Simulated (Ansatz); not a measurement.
A series in volume per atom on Ca2O5

All results are calculated (Ansatz 0.2.0 development build). Equation of state of a cubic crystal from periodic Kohn-Sham density functional theory without spin; pressure corrected for the finite basis.

Cell of the first row (space group Pn-3m, No. 224):
```
CELL_PARAMETERS angstrom
5.41430 0.00000 0.00000
0.00000 5.41430 0.00000
0.00000 0.00000 5.41430
ATOMIC_POSITIONS crystal
Ca 0.00000 0.00000 0.00000
Ca 0.50000 0.50000 0.00000
Ca 0.50000 0.00000 0.50000
Ca 0.00000 0.50000 0.50000
O 0.50000 0.00000 0.00000
O 0.00000 0.50000 0.00000
O 0.00000 0.00000 0.50000
O 0.50000 0.50000 0.50000
O 0.75000 0.75000 0.25000
O 0.75000 0.25000 0.75000
O 0.25000 0.75000 0.75000
O 0.75000 0.25000 0.25000
O 0.25000 0.75000 0.25000
O 0.25000 0.25000 0.75000
```

Settings of every row: formula Ca2O5; structure type cubic X2O5; functional PBE; spin treatment none; k mesh 10x10x10; occupation method fermi-dirac; occupation width 0.061225619 eV; wave cutoff 420 eV; datasets soft-1 PAW; density cutoff ratio 4.

Limits: a cubic model structure, not a phase known at ambient conditions; modest k-mesh, values are not fully converged in k; no spin polarisation, a magnetic state may lie lower.

| row | volume per atom (Å³) | pressure (GPa) | energy above lowest point (meV/atom) |
| --- | --- | --- | --- |
| 1 | 11.337 | 6.506 | 13.73 |
| 2 | 11.578 | ? | ? |
| 3 | 11.819 | 1.883 | 1.34 |
| 4 | 12.061 | -0.079 | 0 |
| 5 | 12.302 | -1.841 | 1.48 |
| 6 | 12.543 | -3.421 | 5.45 |

Question: what pressure and energy above lowest point should row 2 give?

Worked fit of pressure. Take u = (V_r/V)^(2/3) − 1 with V_r = 12.061 Å³ an atom, which is twice the finite (Eulerian) strain; such expansions in the strain, on which the Birch-Murnaghan equation of state is built, carry the rest volume and the bulk modulus. The shown rows have u = 0.04213, 0.0136, 0, -0.0131, -0.02579. Least squares give pressure = −0.0833 + 139.596 × u + 398.27 × u² GPa; a straight line predicts inner rows, each left out in turn, worse (root mean square 0.22 against 0.0081 GPa). The rows lie off it by 0.001, -0.006, 0.004, 0.003, -0.002 (root mean square 0.0036 GPa). The pressure vanishes at u = 0.0006, or V = 12.05 Å³ an atom, and there the bulk modulus at fixed shape and fractions is B = −V dP/dV = (2/3)(1 + u) dP/du = 93.4 GPa. The withheld row has u = 0.02762, so the fit gives −0.0833 + 139.596 × (0.02762) + 398.27 × (0.02762)² = 4.076 GPa.

The calculation gave 4.07 GPa. The fit lies 0.006 GPa (0.06 % of the column's range) above it; its largest miss of a shown row is 0.006 GPa.

Worked fit of energy above lowest point. Take u = (V_r/V)^(2/3) − 1 with V_r = 12.061 Å³ an atom, which is twice the finite (Eulerian) strain; such expansions in the strain, on which the Birch-Murnaghan equation of state is built, carry the rest volume and the bulk modulus. The shown rows have u = 0.04213, 0.0136, 0, -0.0131, -0.02579. Least squares give energy above lowest point = −0.003 − 7.73 × u + 7917.9 × u² meV/atom; a straight line predicts inner rows, each left out in turn, worse (root mean square 4.4 against 0.027 meV/atom). The rows lie off it by 0.00, -0.02, 0.00, 0.02, -0.01. Its lowest point lies at u = 0.0005, or V = 12.05 Å³ an atom, and the curvature there gives the bulk modulus at fixed shape and fractions, B = (4/9)(1 + u)² E″(u)/V = 93.7 GPa. The withheld row has u = 0.02762, so the fit gives −0.003 − 7.73 × (0.02762) + 7917.9 × (0.02762)² = 5.82 meV/atom.

The calculation gave 5.78 meV/atom. The fit lies 0.04 meV/atom (0.29 % of the column's range) above it; its largest miss of a shown row is 0.02 meV/atom.
